Doubly charged atomic ions (charge +2), computed with the B-spline radial atomic code, version 1. All-electron non-relativistic Hartree-Fock, averaged over the configuration, for a spherical ion with a point nucleus at the radial basis-set limit.

## Program and output

```python
# Table: X-ray form factors f(s) and sum <r^2> of +2 ions; B-spline radial code, non-relativistic average-of-configuration HF.
# Tested: small-s expansion; screened hydrogenic shells (Slater rules, 1s: Z-5/16, no fit); rival: Thomas-Fermi ion (no shells).
T = {
    'ion': ['Be2+', 'Ar2+', 'Ga2+', 'Sr2+', 'Rh2+', 'Te2+', 'Pr2+', 'Tb2+', 'Hf2+'],
    'Z': [4, 18, 31, 38, 45, 52, 59, 65, 72],
    'N': [2, 16, 29, 36, 43, 50, 57, 63, 70],
    'configuration': ['[He]', '[Ne] 3s2 3p4', '[Ar] 3d10 4s1', '[Kr]', '[Kr] 4d7', '[Kr] 4d10 5s2 5p2', '[Xe] 4f3', '[Xe] 4f9', '[Xe] 4f14 5d2'],
    'f_0_3': [1.726, 10.239, 21.569, 25.78, 30.673, 36.081, 41.067, 47.028, 53.816],  # electrons
    'f_1_2': [0.424, 3.434, 6.58, 8.529, 11.71, 14.561, 16.442, 17.917, 20.034],  # electrons
    'f_3_0': [0.032, 1.116, 2.218, 3.288, 4.202, 4.846, 5.539, 6.39, 7.649],  # electrons
    'f_6_0': [0.003, 0.412, 0.973, 1.176, 1.432, 1.818, 2.322, 2.782, 3.284],  # electrons
    'r2': [0.4637, 15.75, 17.83, 26.68, 30.5, 41.71, 43.45, 39.32, 40.66],  # bohr²
}
import numpy as np, re
from scipy.constants import physical_constants as pc, alpha
from scipy.special import eval_genlaguerre as Lg
from scipy.integrate import solve_ivp
from scipy.optimize import brentq
k = 4*np.pi*pc['Bohr radius'][0]*1e10; S = np.array([.3, 1.2, 3., 6.]); Q = k*S
ion = T['ion']; Z, N, R2 = (np.array(T[c], float) for c in ('Z', 'N', 'r2')); I = ion.index
F = np.array([T[c] for c in ('f_0_3', 'f_1_2', 'f_3_0', 'f_6_0')], float).T
core = {'[He]': '1s2', '[Ne]': '[He] 2s2 2p6', '[Ar]': '[Ne] 3s2 3p6', '[Kr]': '[Ar] 3d10 4s2 4p6', '[Xe]': '[Kr] 4d10 5s2 5p6'}
def occ(c):
    while '[' in c: c = re.sub(r'\[\w+\]', lambda m: core[m.group()], c)
    return {(int(n), 'spdf'.index(l)): int(o) for n, l, o in re.findall(r'(\d)([spdf])(\d+)', c)}
def slater(z, o):
    out = {}
    for n, l in o:
        same = sum(v for (a, b), v in o.items() if a == n and (b == l or (b < 2 and l < 2))) - 1
        if l < 2: sc = sum(v*(.85 if a == n-1 else 1) for (a, b), v in o.items() if a < n)
        else: sc = sum(v for (a, b), v in o.items() if a < n or (a == n and b < l))
        out[n, l] = z - sc - same*(5/16 if n == 1 else .35)
    return out
x = np.linspace(0, 100, 20001)
def shells(o, ze):  # rows n=1..5, columns s
    out = np.zeros((5, 4))
    for (n, l), v in o.items():
        w = x**(2*l+2)*np.exp(-x)*Lg(n-l-1, 2*l+1, x)**2; w /= w.sum()
        out[n-1] += [v*np.sum(w*np.sinc(q*n*x/(2*ze[n, l]*np.pi))) for q in Q]
    return out
def tf(z, n):  # inward from the ion edge (x=t^2 scaled to 1), then rescaled to phi(0)=1
    ev = lambda t, y: y[0]-1e7
    ev.terminal = True
    run = lambda u: solve_ivp(lambda t, y: [2*t*y[1], 2*max(y[0], 0)**1.5], [1, 0], [0, -np.exp(u)], events=ev, rtol=1e-8, dense_output=True)
    s = run(brentq(lambda u: np.exp(u)/run(u).y[0, -1]-(z-n)/z, np.log(1e-3), np.log(1e4), xtol=1e-8))
    A = s.y[0, -1]; t = np.linspace(0, 1, 8001); w = z*2*t*t*np.clip(s.sol(t)[0], 0, None)**1.5/A*t[1]
    r = .5*(3*np.pi/4)**(2/3)*z**(-1/3)*A**(1/3)*t*t
    return [np.sum(w*np.sinc(q*r/np.pi)) for q in Q]
O = [occ(c) for c in T['configuration']]; assert all(sum(o.values()) == n for o, n in zip(O, N))
SH = np.array([shells(o, slater(z, o)) for o, z in zip(O, Z)]); M = SH.sum(1); TF = np.array([tf(z, n) for z, n in zip(Z, N)])
fm = lambda a, p=2: ' '.join(f'{v:.{p}f}' for v in a)
print(f'q(1/bohr) at s=0.3,1.2,3,6: {fm(Q)}; pi/q(bohr): {fm(np.pi/Q,3)}; f floor 0.0005 e ({.05/F[0,3]:.0f}% of Be f6)')
for i, n in enumerate(ion): print(f'{n} f.3/N {F[i,0]/N[i]:.3f} N-f.3 {N[i]-F[i,0]:.2f} r2/N {R2[i]/N[i]:.3f} quad-f.3 {N[i]-Q[0]**2*R2[i]/6-F[i,0]:+.2f} f6/N {100*F[i,3]/N[i]:.1f}% (Za)^2 {(Z[i]*alpha)**2:.3f}')
print('Slater model parts K L M rest (e) at s=1.2 | 3.0 | 6.0; K-only error at s=6')
for i, n in enumerate(ion): print(n, ' | '.join(fm([*SH[i, :3, j], SH[i, 3:, j].sum()], 3) for j in (1, 2, 3)), f'; {100*(SH[i,0,3]/F[i,3]-1):+.1f}%')
print('error % at s=0.3 1.2 3 6: Slater shells | Thomas-Fermi')
eM, eT = 100*(M/F-1), 100*(TF/F-1)
for i, n in enumerate(ion): print(n, fm(eM[i], 1), '|', fm(eT[i], 1))
print('rms % Ar-Hf (Be apart: rounding):', fm(np.sqrt((eM[1:]**2).mean(0)), 1), '|', fm(np.sqrt((eT[1:]**2).mean(0)), 1))
print('df/dZ (e per Z), steps to', ' '.join(ion[1:]), ': table | TF')
for j in (1, 2, 3):
    print(f's={S[j]} table', fm(np.diff(F[:, j])/np.diff(Z), 3), '| TF', fm(np.diff(TF[:, j])/np.diff(Z), 3))
    print(f's={S[j]} shells', fm(np.diff(M[:, j])/np.diff(Z), 3))
# further output of the same calculation: orbitals, <r>, <r^4>, f at s=0.05..0.2
X = {'Ar2+': ('10 20 21 30 31', [.086097, .41176, .37538, 1.3416, 1.4753], [.00025578, .071352, .063648, 6.8246, 10.859], [15.716, 14.927, 13.802, 12.542]),
     'Tb2+': ('10 20 21 30 31 32 40 41 42 50 51 43', [.023333, .099166, .084203, .2548, .24493, .21734, .57599, .59024, .62696, 1.4481, 1.6264, .81697],
              [1.3384e-6, .00022472, .00014387, .0082141, .0075358, .0054204, .20255, .23352, .33897, 8.2572, 13.853, 1.9711], [62.288, 60.29, 57.363, 53.944])}
q = k*np.array([.05, .1, .15, .2])
for n, (o, r1, r4, f) in X.items():
    i = I(n); o = [(int(a), int(b)) for a, b in o.split()]; f2 = N[i]-q**2*R2[i]/6
    f4 = f2+q**4*sum(O[i][a]*v for a, v in zip(o, r4))/120
    print(n, 'expansion-f (e) s=.05-.2: q^2', fm(f2-f, 3), '| q^4', fm(f4-f, 3))
    h = {a: (3*a[0]**2-a[1]*(a[1]+1))/2 for a in o}; zs = slater(Z[i], O[i])
    print(n, 'Slater/HF <r>:', ' '.join(f"{a[0]}{'spdf'[a[1]]} {h[a]/zs[a]/v:.2f}" for a, v in zip(o, r1)))
    sh = shells(O[i], {a: h[a]/v for a, v in zip(o, r1)})
    print(n, 'zeta from HF <r>: err %', fm(100*(sh.sum(0)/F[i]-1), 1), '| outermost shell (e)', fm(sh[max(o)[0]-1], 3))
assert (np.diff(F, axis=0) > 0).all() and R2[I('Tb2+')] < R2[I('Pr2+')]
assert np.ptp((N-F[:, 0])[I('Pr2+'):]) < .5 and (F[I('Pr2+'):, 3] > 2).all()
assert (abs(SH[I('Ar2+'):I('Te2+'), 0, 3]/F[I('Ar2+'):I('Te2+'), 3]-1) < .1).all()
```

Output:

```
q(1/bohr) at s=0.3,1.2,3,6: 1.99 7.98 19.95 39.90; pi/q(bohr): 1.575 0.394 0.157 0.079; f floor 0.0005 e (17% of Be f6)
Be2+ f.3/N 0.863 N-f.3 0.27 r2/N 0.232 quad-f.3 -0.03 f6/N 0.1% (Za)^2 0.001
Ar2+ f.3/N 0.640 N-f.3 5.76 r2/N 0.984 quad-f.3 -4.69 f6/N 2.6% (Za)^2 0.017
Ga2+ f.3/N 0.744 N-f.3 7.43 r2/N 0.615 quad-f.3 -4.40 f6/N 3.4% (Za)^2 0.051
Sr2+ f.3/N 0.716 N-f.3 10.22 r2/N 0.741 quad-f.3 -7.48 f6/N 3.3% (Za)^2 0.077
Rh2+ f.3/N 0.713 N-f.3 12.33 r2/N 0.709 quad-f.3 -7.90 f6/N 3.3% (Za)^2 0.108
Te2+ f.3/N 0.722 N-f.3 13.92 r2/N 0.834 quad-f.3 -13.75 f6/N 3.6% (Za)^2 0.144
Pr2+ f.3/N 0.720 N-f.3 15.93 r2/N 0.762 quad-f.3 -12.89 f6/N 4.1% (Za)^2 0.185
Tb2+ f.3/N 0.746 N-f.3 15.97 r2/N 0.624 quad-f.3 -10.11 f6/N 4.4% (Za)^2 0.225
Hf2+ f.3/N 0.769 N-f.3 16.18 r2/N 0.581 quad-f.3 -10.79 f6/N 4.7% (Za)^2 0.276
Slater model parts K L M rest (e) at s=1.2 | 3.0 | 6.0; K-only error at s=6
Be2+ 0.424 0.000 0.000 0.000 | 0.029 0.000 0.000 0.000 | 0.002 0.000 0.000 0.000 ; -27.2%
Ar2+ 1.811 1.416 0.012 0.000 | 1.151 0.004 0.009 0.000 | 0.387 0.025 0.001 0.000 ; -6.0%
Ga2+ 1.934 4.969 -0.015 0.003 | 1.636 0.447 0.047 0.001 | 0.988 0.009 0.009 0.000 ; +1.6%
Sr2+ 1.956 5.917 -0.240 0.147 | 1.747 1.309 0.342 0.003 | 1.220 -0.029 -0.004 0.001 ; +3.8%
Rh2+ 1.968 6.498 1.627 -0.006 | 1.815 2.281 0.451 0.004 | 1.391 0.013 -0.002 0.004 ; -2.9%
Te2+ 1.976 6.872 4.409 0.350 | 1.859 3.179 0.134 0.127 | 1.515 0.193 0.067 0.000 ; -16.7%
Pr2+ 1.982 7.125 6.995 0.981 | 1.889 3.944 -0.266 0.144 | 1.607 0.507 0.201 -0.002 ; -30.8%
Tb2+ 1.985 7.281 8.820 0.816 | 1.908 4.491 -0.370 -0.043 | 1.668 0.856 0.315 0.020 ; -40.1%
Hf2+ 1.988 7.416 10.509 -0.261 | 1.925 5.019 -0.084 -0.145 | 1.723 1.320 0.378 0.081 ; -47.5%
error % at s=0.3 1.2 3 6: Slater shells | Thomas-Fermi
Be2+ 0.6 0.1 -9.6 -27.2 | -10.1 -4.8 277.1 1405.6
Ar2+ -7.7 -5.7 4.3 0.3 | 0.9 -4.9 -3.9 1.0
Ga2+ -8.6 4.7 -3.9 3.5 | -9.5 3.6 5.4 -5.1
Sr2+ -7.2 -8.8 3.4 1.0 | -4.1 5.0 -4.9 5.7
Rh2+ -9.6 -13.9 8.3 -1.9 | -2.1 -4.2 -5.4 11.1
Te2+ -13.8 -6.5 9.3 -2.4 | -1.8 -6.7 0.7 8.0
Pr2+ -9.4 3.9 3.1 -0.4 | -0.4 -2.4 5.3 1.7
Tb2+ -8.5 5.5 -6.3 2.8 | -2.9 1.7 4.6 -2.3
Hf2+ -8.1 -1.9 -12.2 6.6 | -4.7 4.0 1.0 -4.0
rms % Ar-Hf (Be apart: rounding): 9.3 7.2 7.1 3.0 | 4.3 4.3 4.3 5.8
df/dZ (e per Z), steps to Ar2+ Ga2+ Sr2+ Rh2+ Te2+ Pr2+ Tb2+ Hf2+ : table | TF
s=1.2 table 0.215 0.242 0.278 0.454 0.407 0.269 0.246 0.302 | TF 0.204 0.273 0.305 0.323 0.338 0.352 0.363 0.374
s=1.2 shells 0.201 0.281 0.127 0.330 0.503 0.496 0.303 0.107
s=3.0 table 0.077 0.085 0.153 0.131 0.092 0.099 0.142 0.180 | TF 0.068 0.097 0.112 0.121 0.129 0.136 0.142 0.148
s=3.0 shells 0.081 0.074 0.181 0.164 0.107 0.059 0.046 0.104
s=6.0 table 0.029 0.043 0.029 0.037 0.055 0.072 0.077 0.072 | TF 0.026 0.039 0.046 0.050 0.053 0.057 0.059 0.062
s=6.0 shells 0.029 0.046 0.026 0.031 0.053 0.077 0.091 0.092
Ar2+ expansion-f (e) s=.05-.2: q^2 -0.006 -0.088 -0.414 -1.185 | q^4 -0.000 0.006 0.061 0.317
Ar2+ Slater/HF <r>: 1s 0.99 2s 1.05 2p 0.96 3s 1.35 3p 1.14
Ar2+ zeta from HF <r>: err % -1.1 -6.2 3.4 -1.0 | outermost shell (e) 1.017 0.090 0.016 0.003
Tb2+ expansion-f (e) s=.05-.2: q^2 -0.012 -0.188 -0.883 -2.536 | q^4 0.000 0.012 0.129 0.663
Tb2+ Slater/HF <r>: 1s 0.99 2s 0.99 2p 0.98 3s 0.99 3p 0.95 3d 1.10 4s 1.12 4p 1.05 4d 1.30 5s 2.23 5p 1.93 4f 1.36
Tb2+ zeta from HF <r>: err % -0.5 3.3 -5.7 -2.9 | outermost shell (e) 0.655 0.171 0.061 -0.000
```
